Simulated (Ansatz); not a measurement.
Sn: energy above lowest point against volume scale

Free energy against uniform scaling of the volume at fixed shape and fractions; periodic cell, basis, potentials, k mesh and filling as listed. The results are calculated, by Ansatz 0.2.0.

The cell before it is scaled or strained (space group I4_1/amd, No. 141):
```
CELL_PARAMETERS angstrom
-2.91960 2.91960 1.59380
2.91960 -2.91960 1.59380
2.91960 2.91960 -1.59380
ATOMIC_POSITIONS crystal
Sn 0.00000 0.00000 0.00000
Sn 0.75000 0.25000 0.50000
```

Settings of every row: functional PBE; dispersion none; potentials PAW; wave cutoff 510 eV; density cutoff 2040 eV; k mesh 10x10x10; k shift 0x0x0; occupations cold; smearing width 0.1 eV; spin none.

Limits: coarse k mesh, up to 40 meV an atom off.

| row | volume scale | V (Å³/atom) | energy above lowest point (meV/atom) |
| --- | --- | --- | --- |
| 1 | 0.92 | 24.998 | 77.7 |
| 2 | 0.9467 | 25.723 | 45.6 |
| 3 | 0.9733 | 26.446 | 23 |
| 4 | 1 | 27.171 | ? |
| 5 | 1.0267 | 27.897 | 1.3 |
| 6 | 1.0533 | 28.62 | 0 |
| 7 | 1.08 | 29.345 | 4 |

Question: what energy above lowest point should row 4 give?

Worked fit of energy above lowest point. Take u = (V_r/V)^(2/3) − 1 with V_r = 27.172 Å³ an atom, which is twice the finite (Eulerian) strain; such expansions in the strain, on which the Birch-Murnaghan equation of state is built, carry the rest volume and the bulk modulus. The shown rows have u = 0.05717, 0.03721, 0.01822, -0.0174, -0.03402, -0.05. Least squares give energy above lowest point = 8.61 + 601 × u + 10387 × u² + 4233 × u³ meV/atom; a parabola predicts inner rows, each left out in turn, worse (root mean square 0.24 against 0.059 meV/atom). All shown rows lie on it to the printed digit. Its lowest point lies at u = -0.0295, or V = 28.42 Å³ an atom, and the curvature there gives the bulk modulus at fixed shape and fractions, B = (4/9)(1 + u)² E″(u)/V = 47.3 GPa. Letting shape and atoms relax would as a rule lower it, by much in layered, chain or molecular crystals. The withheld row has u = 2e-05, so the fit gives 8.61 + 601 × (2e-05) + 10387 × (2e-05)² + 4233 × (2e-05)³ = 8.6 meV/atom.

The calculation gave 8.6 meV/atom. The fit meets it to the printed digit.
